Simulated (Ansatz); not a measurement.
# Strength of the S–H bond: CHF3S → CSF3 + H

Species: CHF3S (trifluoromethanethiol) `FC(F)(F)S`, singlet; CSF3 `FC(F)(F)[S]`, doublet; H atom, doublet. 

Shapes, held fixed at every level: PBE0-D4/def2-TZVP. Programs: Ansatz 0.2.0. The zero-point and thermal change to 298 K, harmonic and unscaled (PBE0-D4/def2-TZVP), is -19.0 kJ/mol.

**Question.** Estimate ΔH(298 K) of this reaction.

**Answer.** The highest level, CCSD(T)/CBS estimate, gives ΔH(298 K) = +384.9 kJ/mol; the levels span +270.1 to +420.7. The column of differences is taken from that level and isn't an error. Hartree–Fock misses the correlation of the pair that is broken and comes out low. No measured value is set beside it here. Open shells run unrestricted unless RO is named. The CBS estimate extrapolates MP2 from def2-TZVPP and def2-QZVPP and adds CCSD(T) − MP2 in the triple-zeta set, cores frozen. Times are processor times on shared x86 and Arm servers, and rough.

| level | kind | ΔH(298 K) (kJ/mol) | less CCSD(T)/CBS estimate | CPU time (sum over the molecules) |
| --- | --- | --- | --- | --- |
| HF/def2-TZVPP | Hartree–Fock | +270.1 | -114.8 | – |
| SPW92/def2-TZVPP | LDA | +420.7 | +35.8 | 14 s |
| B3LYP-D4/def2-TZVPP | global hybrid | +372.4 | -12.5 | 50 s |
| PBE0-D4/def2-TZVPP | global hybrid | +369.1 | -15.8 | 37 s |
| r2SCAN0-D4/def2-TZVPP | global hybrid | +368.1 | -16.8 | 71 s |
| CCSD(T)/def2-TZVPP | coupled cluster or CI | +374.3 | -10.6 | 12 min |
| CCSD(T)/CBS estimate | coupled cluster or CI | +384.9 | 0.0 | 14 min |

The S–H bond enthalpy is best placed at +384.9 kJ/mol. Homolysis leaves the unpaired electron largely in a sulfur 3p orbital, where the CF3 group offers little π stabilisation. Its inductive pull also disfavours an already electron-poor thiyl centre, which probably makes this bond somewhat stronger than that of a simple alkanethiol.

LDA overbinds, as is usual for a local functional, because it favours the more uniform density of the molecule over that of the separated fragments. The three global hybrids agree closely with one another but all fall below the best value, so their mutual agreement is no measure of accuracy. Their nearness to CCSD(T)/def2-TZVPP is partly fortuitous: extrapolation raises the coupled-cluster result by 10.6 kJ/mol, since the short-range correlation of the bonding pair converges slowly with basis size, whereas density functionals are much less sensitive to this. Spin–orbit coupling in the near-degenerate thiyl radical, if included, would lower the bond enthalpy slightly.
